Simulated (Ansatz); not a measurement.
Al: pressure and energy change per atom against volume scale

Results calculated with Ansatz 0.2.0, not measured. Plane-wave DFT, scalar-relativistic PAW made under PBE with cores redone for the functional, no dispersion; the given relaxed cell is scaled uniformly, energy at zero smearing counts from the unscaled cell, pressure at the given Fermi-Dirac smearing is positive in compression.

The cell before it is scaled or strained (space group Pm-3m, No. 221):
```
CELL_PARAMETERS angstrom
2.70100 0.00000 0.00000
0.00000 2.70100 0.00000
0.00000 0.00000 2.70100
ATOMIC_POSITIONS crystal
Al 0.00000 0.00000 0.00000
```

Settings of every row: spin polarised no; functional PBEsol; wave cutoff 420 eV; smearing width 0.1 eV; k mesh 13x13x13.

Atom starting moment: 0 on all atoms.

Limits: the cell comes from a prototype or a list of computed structures and needn't be the stable phase.

```csv
row,volume scale,V (Å³/atom),pressure (GPa),energy change per atom (meV)
1,0.88,17.34,10.27,66.62
2,0.92,18.128,6.11,27.05
3,0.96,18.917,?,?
4,1.04,20.493,-2.2,6.01
5,1.08,21.281,-3.97,21.74
6,1.12,22.069,-5.38,45.25
```

Question: what pressure and energy change per atom should row 3 give?

Worked fit of pressure. Take u = (V_r/V)^(2/3) − 1 with V_r = 20.493 Å³ an atom, which is twice the finite (Eulerian) strain; such expansions in the strain, on which the Birch-Murnaghan equation of state is built, carry the rest volume and the bulk modulus. The shown rows have u = 0.11782, 0.08518, 0, -0.02484, -0.04819. Least squares give pressure = −2.21 + 77.246 × u + 242.55 × u² GPa; a straight line predicts inner rows, each left out in turn, worse (root mean square 0.69 against 0.027 GPa). The rows lie off it by 0.01, -0.02, 0.01, 0.01, -0.01. The pressure vanishes at u = 0.0264, or V = 19.71 Å³ an atom, and there the bulk modulus at fixed shape and fractions is B = −V dP/dV = (2/3)(1 + u) dP/du = 61.6 GPa. The withheld row has u = 0.0548, so the fit gives −2.21 + 77.246 × (0.0548) + 242.55 × (0.0548)² = 2.75 GPa.

The calculation gave 2.73 GPa. The fit lies 0.02 GPa (0.13 % of the column's range) above it; its largest miss of a shown row is 0.02 GPa.

Worked fit of energy change per atom. Take u = (V_r/V)^(2/3) − 1 with V_r = 20.493 Å³ an atom, which is twice the finite (Eulerian) strain; such expansions in the strain, on which the Birch-Murnaghan equation of state is built, carry the rest volume and the bulk modulus. The shown rows have u = 0.11782, 0.08518, 0, -0.02484, -0.04819. Least squares give energy change per atom = 5.882 − 432.907 × u + 8037.82 × u² meV; a straight line predicts inner rows, each left out in turn, worse (root mean square 23 against 0.38 meV). The rows lie off it by 0.17, -0.28, 0.13, 0.15, -0.16 (root mean square 0.19 meV). The withheld row has u = 0.0548, so the fit gives 5.882 − 432.907 × (0.0548) + 8037.82 × (0.0548)² = 6.30 meV.

The calculation gave 5.98 meV. The fit lies 0.32 meV (5.4 % of the value, 0.53 % of the column's range) above it; its largest miss of a shown row is 0.28 meV.
